## The magnetic order of CoGe₃

The energy above lowest is the energy per atom of one magnetic order, less that of the lowest order found for the same crystal. Each magnetic order was computed with the PBE density functional at fixed atomic positions. Each magnetic run started from cobalt moments well above the final ones and let them settle. The non-magnetic row comes from a calculation without spin, so its zero moment is imposed; it is the end point of the relaxation that set the cell for the other rows. The doubled cells used half as many k points along the doubled direction as the four-atom cell, which gives the same sampling. The largest site moment is the spin moment assigned to a cobalt atom, in Bohr magnetons (μB).

The cobalt atoms form a simple cubic lattice, and the propagation vector tells along which cube axes their moments alternate. For 0_0_0 they do not alternate, and all moments are parallel. For 0_0_1/2 the moments are parallel within each plane and reverse from one plane to the next. For 0_1/2_1/2 nearest neighbours are parallel only along chains, and for 1/2_1/2_1/2 each moment is opposite to all six of its nearest cobalt neighbours.

Magnetic orders of CoGe3 (Cu3Au type, space group Pm-3m, a = 3.992 Å), computed with Ansatz 0.2.0: PBE, plane-wave PAW, scalar-relativistic, collinear spin except in the non-magnetic row. Cutoff 420 eV; k mesh 10×10×10, or 10×10×5 in the doubled cells; Gaussian smearing of 0.1 eV, with energies extrapolated to zero smearing; starting moments on Co of 3.5 μB for the ferromagnet, and of +2.0 and −2.0 μB in the doubled cells.

| start | propagation | final order | energy above lowest (meV/atom) | largest site moment (μB) |
| --- | --- | --- | --- | --- |
| antiferromagnetic doubled | 0_0_1/2 | antiferromagnetic | 0.0 | 1.19 |
| parallel large | 0_0_0 | ferromagnetic | 7.6 | 1.02 |
| antiferromagnetic doubled | 0_1/2_1/2 | antiferromagnetic | 9.8 | 1.06 |
| antiferromagnetic doubled | 1/2_1/2_1/2 | antiferromagnetic | 13.8 | 0.67 |
| non-magnetic | 0_0_0 | non-magnetic | 14.0 | 0.00 |

The antiparallel stacking of ferromagnetic planes is the most stable of these states. It lies 7.6 meV/atom below the ferromagnet, its closest competitor, and 14.0 meV/atom below the non-magnetic metal. It also has the largest moment. Two limiting pictures help to explain this: one in which the moments are fixed and only their directions matter, and one in which the moment exists only as far as the order supports it.

### First limit: fixed moments that only turn

Suppose each cobalt atom kept the same moment and felt only its nearest cobalt neighbours. From the ferromagnet through the planes and the chains to full alternation, the number of antiparallel nearest neighbours rises from 0 to 2, 4 and 6. The energy would then change in equal steps, and one of the two ends would be lowest. The computed steps are −7.6, +9.8 and +4.0 meV/atom, so even the sign changes. Nearest neighbours alone cannot produce this minimum.

The second shell, of twelve cobalt atoms, can supply a competing preference. Within the fixed-moment picture, averages over pairs of orders reveal it, because the pairs can be chosen so that the contributions of the other near shells cancel. The two orders with mostly parallel nearest neighbours lie on average 8.0 meV/atom below the other two. The two orders with mostly antiparallel second neighbours lie on average 5.8 meV/atom below the other two.

Only the stacked planes belong to the favoured pair both times. They keep four of six nearest neighbours parallel and make eight of twelve second neighbours antiparallel. The ferromagnet satisfies the first preference and the chains satisfy the second, and these two orders lie in the middle. Full alternation satisfies neither and is the highest of the magnetic orders.

The two preferences give the ranking, but two fixed coupling strengths do not give the energies. Full alternation and the ferromagnet differ by six reversed nearest neighbours, the chains and the planes by only two, and within each pair the second shell is the same. The first difference should therefore be three times the second, or 29.4 meV/atom; the calculation gives 6.2. Nor do the two shells explain most of the winner's lead. At the strengths implied by the averages, they supply only 1.8 of the 7.6 meV/atom between the planes and the ferromagnet. The rest may come from farther neighbours, from changes in the moments or from couplings among several atoms at once. A third shell, of eight atoms, would close these gaps exactly. The planes reverse all eight third neighbours and the ferromagnet none, so this shell would have to supply the missing 5.8 meV/atom and prefer antiparallel moments as strongly per neighbour as the second. Four constants for four energies test nothing, but they do warn against crediting the winner to the second shell alone.

### Second limit: moments made by the order

The fixed-moment picture has a visible flaw: the moment depends on the order. It is 1.19 μB in the stacked planes and only 0.67 μB in full alternation. Cobalt here is an itinerant magnet, whose moment arises from a shift of band electrons from one spin to the other. Some patterns make that shift cheap, while others leave almost no energy to be gained from it.

The simplest description writes the energy of an order as −½am² + ¼bm⁴. Here m is the moment, a measures how readily the electrons polarise in that pattern, and b is the stiffness that stops the growth. The minimum lies at m² = a/b. Inserting this gives an energy gain over the non-magnetic state of ¼bm⁴. If b is the same for all patterns, a modest difference in moment becomes a large difference in energy.

This law, with its single constant fitted to the four magnetic rows, separates the strong from the weak cases. It gives the stacked planes a gain of about 12 meV/atom, against 14.0 computed, and full alternation a gain of about 1, against 0.2. The last is about six times too much, though on a gain too small to trust. It fails for the chains, which have a slightly larger moment than the ferromagnet but gain less energy: 4.2 meV/atom, where the law gives 7.46. The stiffness therefore also depends on the pattern, or the form is too simple. The analysis printed after the text gives the fit and the estimates used below.

The moment is not itself the cause of the low energy, since both follow from the readiness a. Theory traces a to the conduction electrons. Neighbouring cobalt atoms are about 4 Å apart, too far for strong direct overlap, so they communicate largely through germanium states. A moment on one atom polarises these electrons in a way that can change sign with distance, which allows parallel first and antiparallel farther neighbours. The response of the electrons to each pattern was not calculated, so this origin is argued and not shown.

For a related metal with small moments, the two limits suggest an order of work. First see in which patterns the moment survives, because a pattern that suppresses it will lie close to the non-magnetic state. Then compare the energies of the patterns with similar moments, where the moment alone is a poor guide. The sign of the nearest-neighbour coupling should not be used to pick the winner by itself.

### How safe is the order?

The smearing of the electron occupations probably matters little for the lead over the ferromagnet. Using free energies in place of energies extrapolated to zero smearing changes it from 7.6 to 7.3 meV/atom, though no run with a narrower smearing or a denser k mesh was made. The bottom of the ranking is less secure: full alternation lies only 0.2 meV/atom below the non-magnetic state, or about 0.6 in free energy. Without a test of mesh and smearing, these two should be regarded as tied.

Each magnetic order was also reached from a single set of starting moments, with no search for lower self-consistent states. A solution with another moment and a lower energy may therefore have been missed, which could change the leads or the ranking.

The cell was relaxed without spin, and the two lowest magnetic states would like to expand. The residual pressure is about 1.4 GPa for the stacked planes and 1.0 GPa for the ferromagnet. With an assumed bulk modulus of 100 GPa, a change of volume would lower either state by something like 1 meV/atom or less, and the stacked planes by slightly more. Relaxing the volume should therefore widen the lead a little. The stacked planes also push about twice as hard along the stacking axis as across it, so a cell free to become tetragonal should favour them further. The relaxation kept the cubic symmetry, and whether the crystal itself is stable against distortion was not tested.

The functional is the larger concern, because PBE often exaggerates the moments of weak itinerant magnets. Whether it does so here is not tested, but the consequence can be estimated. In the Stoner picture, exchange lowers the energy of each cobalt atom by Im²/4, where I is roughly 1 eV, a recalled value. If I were a tenth smaller, the stacked planes would lose about 0.1 eV × 1.19²/4 = 0.035 eV per cobalt atom. With four atoms per cobalt, that is about 9 meV/atom.

This is a large part of the 14.0 meV/atom that separates the stacked planes from the non-magnetic state. It is an upper limit within the picture, since the moments can readjust. The ferromagnet would be weakened too, so the lead over it would shrink by only about 2 meV/atom. But the same estimate takes about 6.5 meV/atom from the ferromagnet, which is its whole gain over the non-magnetic state, so it should not be pressed further. With still weaker exchange the ferromagnet is expected to lose its moment before the stacked planes do, and the two leads then become one. The error thus threatens the magnetism as a whole more than the choice between these two orders.

### What would reverse it?

A substantially weaker exchange than PBE supplies could remove the magnetism altogether. Compression acts in the same direction but gently: a volume smaller by 1 % costs the stacked planes about 1.3 meV/atom against the non-magnetic state and 0.3 against the ferromagnet. These are slopes at the present volume and should not be carried to a collapse of the moment. A few per cent of compression would, at these slopes, leave the stacked planes below both of these competitors.

An order absent from the table, which leaves out any failed runs, could also take first place. Competition between first and second neighbours is not enough for that, however. With fixed moments and couplings within the first three shells, the energy of a spiral on a simple cubic lattice is linear in the cosine of the turn along each cube axis, taken one axis at a time. The lowest state is then expected at turns of 0° or 180°, which are the four orders in the table. In that picture a non-collinear mixture of the three orientations of the planes is expected to tie with the planes themselves, and a collinear calculation cannot decide between them. A spiral or a longer period needs couplings of farther reach or moments that respond to the pattern, and both are plausible in this metal. The stacked planes are therefore the best of the states compared, not a proven ground state. The most useful next checks are such longer patterns, a relaxation with spin for each order, and a second functional.

Output of the analysis:

```
fit of gain on 4 rows (m > 0): coefficient of m4 5.909 +/- 0.89; rms 2.01, worst antiferromagnetic doubled 3.26, leave-one-out rms 3.41
  rows outside the fit (model, value, miss): non-magnetic 0, 0, 0
Orders:
                        row  antiparallel first neighbours  antiparallel second neighbours  gain over non-magnetic meV/atom  gain from m^4 law meV/atom  free energy above lowest meV/atom
  antiferromagnetic doubled                              2                               8                               14                       11.85                                  0
             parallel large                              0                               0                              6.4                       6.396                              7.287
  antiferromagnetic doubled                              4                               8                              4.2                        7.46                               9.25
  antiferromagnetic doubled                              6                               0                              0.2                       1.191                               13.3
               non-magnetic                              0                               0                                0                           0                              13.86
Step from ferromagnetic to (0 0 1/2), meV/atom: -7.6
Step from (0 0 1/2) to (0 1/2 1/2), meV/atom: 9.8
Step from (0 1/2 1/2) to (1/2 1/2 1/2), meV/atom: 4
Mean advantage of the two orders with more parallel first neighbours, meV/atom: 8
Mean advantage of the two orders with antiparallel second neighbours, meV/atom: 5.8
Computed (1/2 1/2 1/2) minus ferromagnetic, meV/atom: 6.2
Same difference demanded by first and second shells alone, meV/atom: 29.4
Lead over the ferromagnet per Co atom, meV: 30.4
Loss of lead over the ferromagnet per 1 % smaller volume, meV/atom: 0.3186
Loss of lead over non-magnetic per 1 % smaller volume, meV/atom: 1.326
Rough volume relaxation gain of (0 0 1/2) at an assumed bulk modulus of 100 GPa, meV/atom: 0.9299
Rough volume relaxation gain of the ferromagnet at the same modulus, meV/atom: 0.545
Loss of lead over the ferromagnet for exchange weaker by a tenth, meV/atom: 2.348
Loss of lead over non-magnetic for exchange weaker by a tenth, meV/atom: 8.851
```
